Q: How large are the relativistic and QED corrections to the total energy of an iron ion, and how much of them is left when nearly all the electrons have been removed?

A: For neutral iron, remember 250, 9 and 0.8 eV. Relativity lowers the total energy by about 250 eV, the self-energy raises it by about 9 eV, and the Uehling term, the leading part of vacuum polarisation, lowers it by about 0.8 eV. The relativistic figure leaves out the Breit interaction between the electrons, which would take back about a twentieth of it. It also includes a rise of roughly 0.1 eV from the finite size of the nucleus, which is nearly the same in every ion. With only two electrons left, about two thirds of the relativistic lowering and nine tenths of each QED term remain.

B-spline radial code 1, spherical iron atom and ions at the basis-set limit. E(Dirac) is from Dirac-Coulomb Hartree-Fock (nl average, Fermi nucleus), E(non-rel.) from non-relativistic Hartree-Fock (configuration average, point nucleus). The Uehling and self-energy terms are sums over all electrons, except in the last column, which sums over the 1s electrons only.

```tsv
species	Z	charge (e)	electrons	configuration	E(Dirac) − E(non-rel.) (eV)	Uehling (eV)	self-energy (eV)	self-energy of the 1s electrons (eV)
Fe	26	0	26	[Ar] 3d6 4s2	-247.66	-0.7840	9.272	8.245
Fe+	26	1	25	[Ar] 3d6 4s1	-247.56	-0.7839	9.270	8.245
Fe2+	26	2	24	[Ar] 3d6	-247.40	-0.7835	9.265	8.245
Fe3+	26	3	23	[Ar] 3d5	-247.63	-0.7837	9.268	8.245
Fe4+	26	4	22	[Ar] 3d4	-247.95	-0.7839	9.271	8.244
Fe5+	26	5	21	[Ar] 3d3	-248.33	-0.7842	9.275	8.244
Fe6+	26	6	20	[Ar] 3d2	-248.77	-0.7846	9.280	8.243
Fe7+	26	7	19	[Ar] 3d1	-249.26	-0.7850	9.286	8.243
Fe8+	26	8	18	[Ne] 3s2 3p6	-249.79	-0.7855	9.293	8.242
Fe9+	26	9	17	[Ne] 3s2 3p5	-249.32	-0.7861	9.300	8.243
Fe10+	26	10	16	[Ne] 3s2 3p4	-248.76	-0.7868	9.307	8.245
Fe11+	26	11	15	[Ne] 3s2 3p3	-248.10	-0.7876	9.314	8.246
Fe12+	26	12	14	[Ne] 3s2 3p2	-247.34	-0.7883	9.322	8.248
Fe13+	26	13	13	[Ne] 3s2 3p1	-246.46	-0.7892	9.331	8.249
Fe14+	26	14	12	[Ne] 3s2	-245.47	-0.7900	9.339	8.251
Fe15+	26	15	11	[Ne] 3s1	-241.94	-0.7837	9.258	8.252
Fe16+	26	16	10	[He] 2s2 2p6	-238.10	-0.7768	9.170	8.253
Fe17+	26	17	9	[He] 2s2 2p5	-234.17	-0.7795	9.195	8.263
Fe18+	26	18	8	[He] 2s2 2p4	-229.68	-0.7823	9.222	8.275
Fe19+	26	19	7	[He] 2s2 2p3	-224.60	-0.7852	9.249	8.288
Fe20+	26	20	6	[He] 2s2 2p2	-218.88	-0.7883	9.276	8.301
Fe21+	26	21	5	[He] 2s2 2p1	-212.49	-0.7914	9.305	8.316
Fe22+	26	22	4	[He] 2s2	-205.37	-0.7947	9.334	8.331
Fe23+	26	23	3	[He] 2s1	-184.62	-0.7562	8.852	8.335
Fe24+	26	24	2	1s2	-162.59	-0.7156	8.344	8.344
```

Q: Why do the QED terms survive so well?

A: They arise close to the nucleus, and the 1s electrons dominate there. In neutral iron the 1s pair supplies 89 % of the self-energy, and it stays until the end of the series. All the ups and downs in between come from the small remainder and from slight changes in the shape of the orbitals that stay.

Q: But the self-energy often rises when an electron leaves. How can fewer electrons give a larger shift?

A: Look at which electron leaves. Every removal of an s electron reduces the self-energy and the size of the Uehling term, and every removal of a p or d electron increases both. An s electron has density at the nucleus and takes it away. A p or d electron has practically none there, but it screens the nuclear charge, so when it goes the remaining s electrons are, on balance, pulled inwards.

Q: Can that be made quantitative?

A: Yes, because the Uehling potential has such a short range that its energy is nearly proportional to the electron density at the nucleus. The Darwin term of a non-relativistic calculation is proportional to the same density, so its ratio between two ions gives the ratio of their Uehling terms. I fix the scale at Fe24+ alone, where the Darwin term is 23.716 hartree; in Fe14+ it is 26.101 hartree. The estimate for Fe14+, which played no part in setting the scale, is then

$$-0.7156\ \text{eV}\times\frac{26.101}{23.716}=-0.788\ \text{eV},$$

against −0.790 eV in the table.

Q: Does it work as well for the other ions?

A: For the Uehling term it stays within 0.4 % of the computed value in every row, and it gives the direction of every step. Counting s electrons with hydrogen-like weights and no screening is off by up to 7.5 % and gives no step at all for p or d electrons; the printed output after this text compares the two. The short range is built into the potential, so the agreement doesn't test QED. It does show that the density at the nucleus accounts for the trend. For the self-energy, which is less strictly local, the same rule misses by up to 1.8 %.

Q: Then the turning points of the QED terms are simply the places where the type of leaving electron changes?

A: Exactly. The 4s electrons go first and the terms shrink slightly as far as Fe2+; then 3d and 3p electrons leave and the terms grow up to Fe14+. Losing the two 3s electrons brings them down to Fe16+, losing 2p electrons lifts them again up to Fe22+, and losing the 2s electrons brings the steep fall. These are single configurations without correlation. In ions such as Fe22+ some 2p² character is known to mix into 2s², which might blur the gentle rise before the fall, though I haven't tested that.

Q: The relativistic lowering turns at Fe2+ too, but its next turn is at Fe8+. If it also comes from near the nucleus, why doesn't it follow the QED terms?

A: Because a p electron has a sizeable relativistic correction of its own. It moves fast near the nucleus even though its density vanishes at the nucleus itself. Compare it with a simpler system, a single electron around a bare iron nucleus: there relativity lowers 2s by about 26 eV, 2p by 12 eV and 3d by only 1.8 eV. The comparison tells you what a leaving electron could take with it at most, but nothing about how the others respond.

Q: And what do the real steps look like?

A: Each 2s removal weakens the lowering by more than 20 eV, close to the one-electron value. The 2p removals weaken it by 3.9 eV at first and by 7.1 eV at the end, clearly less than 12 eV. Screening explains the shortfall in two ways: it reduces the correction of the 2p electron itself, and its removal strengthens the corrections of those that stay. As the shell empties, the 2p electron that leaves is less screened and fewer 2p electrons remain to respond, so the steps grow.

Q: For 3d the sign is reversed. Taking a 3d electron away makes the lowering larger.

A: That is the most telling part of the table. To leading order a d electron has no Darwin term, and its spin–orbit energy averages out over the configuration. Only the increase of mass with speed is left, and that always lowers the energy. Removing a 3d electron should therefore weaken the lowering, yet the six removals from Fe2+ to Fe8+ strengthen it by 2.4 eV in total. The gain must come from the electrons that stay.

Q: Which of them respond?

A: Most likely 3s and 3p. In Fe5+ the mean radii of 3s, 3p and 3d all lie between 0.7 and 0.9 bohr, so part of the 3d charge sits inside the other two orbitals and screens them. The self-energy points the same way: it rises by 0.028 eV over the six 3d removals, while its 1s part doesn't rise at all. Self-energies beyond the second shell are only good to 10 to 30 %, but the Uehling term shows the same rise.

Q: So for any removal I should ask two things: what the electron takes with it, and how much it was screening the others?

A: Yes, and then compare the two for each correction separately. In these iron ions, the first wins for an s electron in both the relativistic and the QED terms; for a d electron the second wins in both. A p electron is the divided case: its own share wins in the relativistic energy, while its screening wins in QED. That is why the relativistic lowering is greatest at Fe8+, where the 3d shell has just emptied, while the QED terms go on growing until the 3p shell is empty too.

Numerical output:

```
Change on removal of the electron that leads to each ion:
    row  n  l  rel. step (eV)  bare-charge own part (eV)  self-energy step (meV)  Uehling step (meV)  Uehling step from density (meV)
     Fe  4  0             n/a                        n/a                     n/a                 n/a                              n/a
    Fe+  4  0             0.1                      4.203                      -2                 0.1                           0.1599
   Fe2+  4  0            0.16                      4.203                      -5                 0.4                           0.3042
   Fe3+  3  2           -0.23                      1.839                       3                -0.2                          -0.1569
   Fe4+  3  2           -0.32                      1.839                       3                -0.2                          -0.2257
   Fe5+  3  2           -0.38                      1.839                       4                -0.3                          -0.2903
   Fe6+  3  2           -0.44                      1.839                       5                -0.4                          -0.3518
   Fe7+  3  2           -0.49                      1.839                       6                -0.4                          -0.4107
   Fe8+  3  2           -0.53                      1.839                       7                -0.5                          -0.4683
   Fe9+  3  1            0.47                      5.109                       7                -0.6                          -0.6599
  Fe10+  3  1            0.56                      5.109                       7                -0.7                          -0.7031
  Fe11+  3  1            0.66                      5.109                       7                -0.8                          -0.7468
  Fe12+  3  1            0.76                      5.109                       8                -0.7                          -0.7903
  Fe13+  3  1            0.88                      5.109                       9                -0.9                          -0.8346
  Fe14+  3  1            0.99                      5.109                       8                -0.8                           -0.879
  Fe15+  3  0            3.53                      9.197                     -81                 6.3                            6.226
  Fe16+  3  0            3.84                      9.197                     -88                 6.9                            6.715
  Fe17+  2  1            3.93                      12.07                      25                -2.7                           -2.742
  Fe18+  2  1            4.49                      12.07                      27                -2.8                           -2.861
  Fe19+  2  1            5.08                      12.07                      27                -2.9                            -2.98
  Fe20+  2  1            5.72                      12.07                      27                -3.1                           -3.101
  Fe21+  2  1            6.39                      12.07                      29                -3.1                           -3.222
  Fe22+  2  1            7.12                      12.07                      29                -3.3                           -3.344
  Fe23+  2  0           20.75                      25.87                    -482                38.5                            37.64
  Fe24+  2  0           22.03                      25.87                    -508                40.6                            39.64
Relativistic difference, change over the six 3d removals (eV): -2.39
Relativistic difference, change over the six 3p removals (eV): 4.32
Relativistic difference, change over the six 2p removals (eV): 32.73
Self-energy, change over the six 3d removals (eV): 0.028
Part of it from the 1s electrons (eV): -0.003
Self-energy, change over the six 2p removals (eV): 0.164
Part of that from the 1s electrons (eV): 0.078
Share of the 1s electrons in the self-energy of neutral Fe (%): 88.92
Largest miss of the density rule for Uehling (%): 0.3244
Largest miss of the unscreened s count for Uehling (%): 7.492
Largest miss of the density rule for the self-energy (%): 1.761
Rough finite-nucleus part of the relativistic difference in Fe5+ (eV): 0.1102
```
